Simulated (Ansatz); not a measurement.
## From Ti to Hf: the HOMO–LUMO gap

Gas-phase molecules, one atom swapped for its congeners: C2HCl3Ti `C#[C][Ti]([Cl])([Cl])[Cl]`; C2HCl3Zr `C#[C][Zr]([Cl])([Cl])[Cl]`; C2HCl3Hf `C#[C][Hf]([Cl])([Cl])[Cl]`. All are singlets with charge 0.

Shapes, held fixed at every level: PBE0-D4/def2-TZVP. Programs: Ansatz 0.2.0. Values in eV.

```
                level  C2HCl3Ti  C2HCl3Hf
     SPW92/def2-TZVPP      3.14      4.35
    PBE-D4/def2-TZVPP      3.17      4.40
 r2SCAN-D4/def2-TZVPP      3.45      4.81
  B3LYP-D4/def2-TZVPP      4.70      5.94
r2SCAN0-D4/def2-TZVPP      5.38      6.66
   wB97X-V/def2-TZVPP      9.54     10.85
   wB97M-V/def2-TZVPP      9.43     10.64
```

(1) Estimate the column for C2HCl3Zr from its neighbours.

Answers

(1) The mean of the neighbours at wB97M-V/def2-TZVPP is 10.04 eV, against 10.24 from the run: the member lies nearer Hf. All rows: SPW92/def2-TZVPP 4.02; PBE-D4/def2-TZVPP 4.04; r2SCAN-D4/def2-TZVPP 4.42; B3LYP-D4/def2-TZVPP 5.56; r2SCAN0-D4/def2-TZVPP 6.26; wB97X-V/def2-TZVPP 10.42; wB97M-V/def2-TZVPP 10.24 eV. At wB97M-V/def2-TZVPP the HOMO–LUMO gap rises at every step, from 9.43 to 10.64 eV. Every level shows the same order. For atoms past krypton def2 sets carry core potentials with scalar relativity. Orbital gaps aren't excitation energies, and the LUMO depends on the basis.

The gap widens from Ti through Zr to Hf with every functional, and the larger step is always the first, so Zr resembles Hf more than Ti. All three metals are formally tetravalent with an empty d shell, so the gap probably separates occupied chloride and alkynyl π levels from empty metal d orbitals. The compact 3d shell of Ti lies low and overlaps weakly with the ligands, which fits its greater ease of reduction. The more extended 4d and 5d shells lie higher and are pushed up further by antibonding interaction with the ligands. The lanthanide contraction keeps Zr and Hf close in size, while relativistic destabilisation of 5d probably contributes to the remaining rise.

The choice of functional moves the gap far more than the choice of metal does, probably because the share and range of exact exchange differ, yet the Ti-to-Hf increase stays similar throughout. The ordering is therefore much firmer than any single gap. Gaps alone don't show how much of the increase comes from a higher LUMO and how much from a lower HOMO.
